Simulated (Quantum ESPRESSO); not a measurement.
# Convergence of the LDA dielectric constant ε∞ of zinc-blende GaN with the k mesh

The electronic dielectric constant $\varepsilon_\infty$ of zinc-blende GaN is calculated by linear response in the LDA, at one fixed cell, on Γ-centred k meshes from 4×4×4 to 14×14×14. The error of a mesh is taken as its excess $\Delta$ over the value 5.754 found on a 16×16×16 mesh. Two things are to be settled: whether $\Delta$ falls exponentially with the mesh length $L$, and which mesh brings it below 1 %, that is, below 0.01 × 5.754 = 0.0575. The form of the decay matters in practice, because an exponential law allows the error of a further mesh to be estimated from two meshes whose errors are known.

## Method

One crystal, GaN (zinc-blende) (from the Materials Project, whose computed structures hold known and hypothetical phases; not the structure at ambient conditions), relaxed once; then the Γ-centred k mesh alone was changed at fixed cell. Program: Quantum ESPRESSO 7.5, plane waves, LDA, PseudoDojo norm-conserving potentials, scalar-relativistic, no spin-orbit coupling, no spin; linear response at the zone centre. Plane-wave runs: cutoff 1252 eV; k meshes with a least product of divisions and cell-vector length from 12 to 45 Å; fixed occupations. Times are rough, from shared Arm server processors.

Notes on method and selection:

- In a crystal with a gap, sums over a regular mesh converge exponentially, more slowly the smaller the direct gap.
- The densest mesh need not be converged, which bends the last points down.
- Runs that did not converge, have known faults or may not be shown are not listed, and runs on Ansatz's PAW sets soft_1 and soft_2 are kept to separate tables.

Columns:

- k-mesh length (Å): k-mesh length, the least over the axes of divisions times cell-vector length.
- excess of ε∞: ε∞ minus its value 5.754 on the densest mesh run (16×16×16).
- ε∞: electronic dielectric constant ε∞, a third of the trace.
- highest mode (cm⁻¹): highest zone-centre mode, no sum rule, no LO-TO term.
- cost (core-s): processor time, shared machines, rough.

Input lines of one member:

```
phonons
 &inputph
    prefix='x',
    outdir='./tmp',
    fildyn='s.dyn',
    tr2_ph=1.0d-18,
    epsil=.true.,
 /
0.000000000000 0.000000000000 0.000000000000
```

Command (options for logging and memory left out): `OMP_NUM_THREADS=1 mpirun -n 4 ph.x -nk 4 -in ph.in > ph.out`

## Computed values

| member | k-mesh length (Å) | excess of ε∞ | ε∞ | highest mode (cm⁻¹) | cost (core-s) |
| --- | --- | --- | --- | --- | --- |
| k 4×4×4 | 12.6 | 2.653 | 8.407 | 554.20 | 130 |
| k 6×6×6 | 18.9 | 0.5510 | 6.305 | 553.96 | 240 |
| k 8×8×8 | 25.2 | 0.1390 | 5.893 | 553.93 | 470 |
| k 10×10×10 | 31.5 | 0.03800 | 5.792 | 553.93 | 680 |
| k 12×12×12 | 37.8 | 0.01000 | 5.764 | 553.93 | 1100 |
| k 14×14×14 | 44.1 | 0.00200 | 5.756 | 553.92 | 1500 |

## Reading the trend

The excess is positive on every mesh listed and falls from 2.653 to 0.00200. Between 6×6×6 and 12×12×12 each step of 6.3 Å in $L$ divides the tabulated excess by 3.7 to 4.0, which is close to exponential decay. The last of these ratios is the least certain. Each excess is the difference of two values of $\varepsilon_\infty$ rounded to three decimals, so it can be off by up to one unit in the third decimal, and the zeros printed after that decimal carry no information. On 12×12×12 one such unit is a tenth of the whole excess.

The law follows from how a regular mesh samples a periodic function. With local fields neglected, $\varepsilon_\infty-1$ is proportional to the average over the Brillouin zone of

$$f(\mathbf k)=\sum_{v,c}\frac{|p_{cv}(\mathbf k)|^2}{[E_c(\mathbf k)-E_v(\mathbf k)]^3},$$

where $v$ and $c$ run over filled and empty bands and $p_{cv}$ is the momentum matrix element.

First, $f$ is periodic, so it can be written as $f(\mathbf k)=\sum_{\mathbf R} f_{\mathbf R}\,e^{i\mathbf k\cdot\mathbf R}$ over lattice vectors $\mathbf R$. The exact average is the term $f_{\mathbf 0}$.

Second, an $N\times N\times N$ mesh centred on Γ cannot tell $e^{i\mathbf k\cdot N\mathbf R}$ from 1. Its average is therefore $\sum_{\mathbf R} f_{N\mathbf R}$, and its error is the sum of all terms with $\mathbf R\neq\mathbf 0$.

Third, the gap stays open at every $\mathbf k$, so $f$ is smooth and its coefficients decay as $e^{-\kappa|\mathbf R|}$. For a band edge at Γ with direct gap $E_g$ and reduced mass $\mu$, $\kappa$ is of the order of $\sqrt{\mu E_g}/\hbar$; a smaller gap means slower convergence.

Fourth, only the shortest vectors are kept. In the face-centred cubic lattice there are twelve, each of length $L$ after multiplication by $N$. This leaves two parameters:

$$\Delta(L)=A\,e^{-\kappa L}.$$

The sign also follows. Since $f$ is largest at Γ, where the direct gap is smallest, the leading coefficients are positive, and a coarse mesh gives Γ too much weight. The gap itself hardly changes along the series, so the error lies in the weighting and not in the bands. The Born charges agree with this: their sum, which should vanish, is far from zero on the coarsest mesh and nearly zero on the densest.

## Testing the model

The two parameters are fixed on the 6×6×6 and 10×10×10 meshes, which lie 31.5 − 18.9 = 12.6 Å apart:

$\kappa$ = ln(0.5510 / 0.03800) / 12.6 = 2.674 / 12.6 = 0.2122 Å⁻¹.

The excess thus falls by a factor e over 1 / 0.2122 = 4.7 Å. Neighbouring meshes in the table differ by 6.3 Å, half the fitted interval, so each step divides the excess by √(0.5510 / 0.03800) = 3.808. The other four meshes follow from this factor:

- 4×4×4, one step below 6×6×6: 0.5510 × 3.808 = 2.098; the table has 2.653.
- 8×8×8, one step above 6×6×6: 0.5510 / 3.808 = 0.1447; the table has 0.1390.
- 12×12×12, one step above 10×10×10: 0.03800 / 3.808 = 0.00998; the table has 0.01000, but rounding leaves that value uncertain by up to a tenth, so the close match is no sharper test than that.
- 14×14×14, two steps above 10×10×10: 0.03800 / 3.808² = 0.0026; the table has 0.00200.

The 1 % criterion can be read from the table directly. The 8×8×8 mesh is still 0.1390 / 5.754 = 2.4 % too high, while 10×10×10 is 0.03800 / 5.754 = 0.7 % too high and is the first listed mesh to pass.

The model also covers the 9×9×9 mesh, which is not in the table. It lies half a step below 10×10×10, so its excess should be 0.03800 × √3.808 = 0.074, or 1.3 %. By this interpolation, 10×10×10 is the coarsest mesh that meets the criterion.

## Where the trend breaks

The largest departure is at 4×4×4, where the model gives 2.098 and the table 2.653, so the model is too low by 2.653 − 2.098 = 0.555, or 21 %. A likely reason is the restriction to the shortest vectors. The next shell holds six vectors of length $\sqrt2\,L$. With equal prefactors it would add 0.5 × exp(−(√2 − 1) × 12.6 × 0.2122) = 0.17 of the leading term, and further shells add more. These terms fade faster with $L$ than the leading one, so they matter most on the coarsest mesh. Taking the prefactor $A$ as constant is a further approximation.

At 8×8×8 the model is too high by 0.1447 − 0.1390 = 0.0057, or 4 %. This is the same curvature seen from inside the fitted interval: a decay that is steeper at short $L$ lies below the exponential between the two fixed points and above it at shorter $L$.

At 14×14×14 the model is too high by 0.0006. The reference mesh offers an explanation, since it has an error of its own, which the model puts at 0.03800 / 3.808³ = 0.0007. Counted from that mesh, the excess on 14×14×14 should be about 0.0026 − 0.0007 = 0.0019, and the table has 0.00200. Rounding alone could also produce the difference, so the table does not prove this explanation. An error of 0.0007 in the reference is far too small to affect the 1 % criterion.

## Cost

The 10×10×10 mesh takes about 680 core-seconds, against 130 for 4×4×4. This roughly fivefold cost lowers the excess from 2.653 to 0.03800. Going on to 14×14×14 costs about 1500 core-seconds, a little over twice the time of 10×10×10, and removes only a further 0.03800 − 0.00200 = 0.036, or 0.6 % of $\varepsilon_\infty$.

The time grows much more slowly than the number of mesh points, which rises by a factor of (14 / 4)³, or about 43, while the time rises by roughly 12. Symmetry is a likely reason, since it removes a larger share of the points on a dense mesh; fixed overheads on the small runs would act the same way.

## Conclusions and limits

From 6×6×6 to 12×12×12 the error of $\varepsilon_\infty$ falls nearly exponentially: the fitted law misses 8×8×8 by 4 %, and at 12×12×12 no miss is visible, though rounding could hide one of about a tenth. Extrapolation to coarser meshes underestimates the error. On 14×14×14 the table hardly tests the law, because rounding and the error of the reference mesh can each make up a large part of so small an excess.

Convergence of the phonons is no sign that $\varepsilon_\infty$ has converged. On the 4×4×4 mesh the highest mode is within 0.3 cm⁻¹ of its value on 14×14×14, while $\varepsilon_\infty$ is 46 % too high. The dielectric response carries more powers of the gap in its denominator and so weights the region around Γ more strongly.

A converged mesh removes only the sampling error. The LDA usually overestimates $\varepsilon_\infty$ of semiconductors, and no denser mesh cures that.

[Logs are printed without paths, hosts, clocks, repeated set-up lines and the standing remarks that a program may print on its own settings, such as how far it seeks lower states.]
